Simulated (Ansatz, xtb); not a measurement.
# Two isomers of FH3N2Si

Structure I is `[H]/N=[Si](/N)F`, a singlet and structure II is `[H]/N=[Si](\N)F`, a singlet. Both are isolated molecules in the gas phase, relaxed with PBE0-D3(BJ)/def2-SVP; the shapes shown needn't be the lowest conformers.

I (Å):

```yaml
atoms:
  - { symbol: F, position_ang: [-1.0525, 1.9264, 0.8137] }
  - { symbol: N, position_ang: [-0.8400, 0.4335, -1.3162] }
  - { symbol: N, position_ang: [0.2803, -0.6622, 1.0825] }
  - { symbol: Si, position_ang: [-0.4734, 0.4987, 0.3218] }
  - { symbol: H, position_ang: [-1.3221, 1.1734, -1.8079] }
  - { symbol: H, position_ang: [-0.5891, -0.3622, -1.8880] }
  - { symbol: H, position_ang: [0.5215, -0.6675, 2.0659] }
```

II (Å):

```json
{"atom": "F", "x (Å)": "1.2264", "y (Å)": "-0.9389", "z (Å)": "-1.9634"}
{"atom": "N", "x (Å)": "-0.9023", "y (Å)": "-0.5212", "z (Å)": "-0.5515"}
{"atom": "N", "x (Å)": "1.8340", "y (Å)": "0.5274", "z (Å)": "0.2803"}
{"atom": "Si", "x (Å)": "0.7569", "y (Å)": "-0.2188", "z (Å)": "-0.6037"}
{"atom": "H", "x (Å)": "1.6357", "y (Å)": "1.0084", "z (Å)": "1.1498"}
{"atom": "H", "x (Å)": "-1.3878", "y (Å)": "-1.0478", "z (Å)": "-1.2677"}
{"atom": "H", "x (Å)": "-1.5001", "y (Å)": "-0.1938", "z (Å)": "0.1959"}
```

Energies in hartree; the thermal terms are from PBE0-D3(BJ)/def2-SVP harmonic frequencies (ideal gas, rigid rotor, one conformer each, 298.15 K, 1 atm) and include the zero-point energy:

|  | I | II |
| --- | --- | --- |
| E, CCSD(T)/def2-TZVP | −500.013918 | −500.011019 |
| zero-point energy | 0.043661 | 0.043496 |
| H(298 K) − E | 0.050038 | 0.049857 |
| G(298 K) − E | 0.015696 | 0.015588 |

Problem. Work out ΔE, ΔE₀, ΔH and ΔG for I → II in kJ/mol (1 Eh = 2625.50 kJ/mol) and the equilibrium ratio [II]/[I].

Solution. 1. ΔE = −500.011019 − (−500.013918) = +0.002899 Eh = +7.61 kJ/mol.
2. ΔE₀ = ΔE + ΔZPE = +0.002899 + (−0.000165) Eh = +7.18 kJ/mol.
3. ΔH = ΔE + (−0.000181) Eh = +7.14 kJ/mol.
4. ΔG = ΔE + (−0.000108) Eh = +7.33 kJ/mol, so ΔS = (ΔH − ΔG)/T = −0.6 J/(mol K).
5. kT = 0.9442 mEh, so K = [II]/[I] = exp(−ΔG/kT) = exp(−2.96) ≈ 0.052.

Structure I is favoured at this temperature. An error of 4 kJ/mol in ΔG would change K by a factor of 5. GFN2-xTB gave ΔE the other sign. Mirror images and further conformers aren't counted.

As drawn, both hold the same kinds of bond in the same numbers.

Other levels gave ΔE = −5.7 (GFN2-xTB); +0.2 (HF/STO-3G, GFN2-xTB geometries); +9.1 (r2SCAN-D4/def2-SVP, GFN2-xTB geometries); +9.4 (PBE0-D3(BJ)/def2-SVP); +6.8 (HF/def2-TZVP); +8.0 (MP2/def2-TZVP) kJ/mol. The correlated steps freeze 8 core orbitals. Programs: Ansatz 0.2.0, xtb 6.7.1.

The preference for I is modest and almost entirely electronic, since zero-point and thermal terms nearly cancel between two isomers with the same bonds. They differ in which way the imine N–H bond points: towards the fluorine side in I, towards the amino side in II. In I the nitrogen lone pair therefore lies anti to the Si–F bond, whose low-lying, silicon-centred σ* orbital is a better acceptor than that of Si–NH2. This donation probably favours I, helped by electrostatics: I puts the positive imine hydrogen on the fluorine side, whereas II turns the lone pair towards fluorine. The H···F separation in I is too long for a real hydrogen bond.

Hartree–Fock in the larger basis already gives most of the gap, so correlation isn't its main origin; the near-zero minimal-basis value suggests that a flexible description of the lone pair and the polar Si–F bond matters. How quickly the isomers interchange by inversion at the imine nitrogen, and so whether the equilibrium ratio would be reached, remains open.
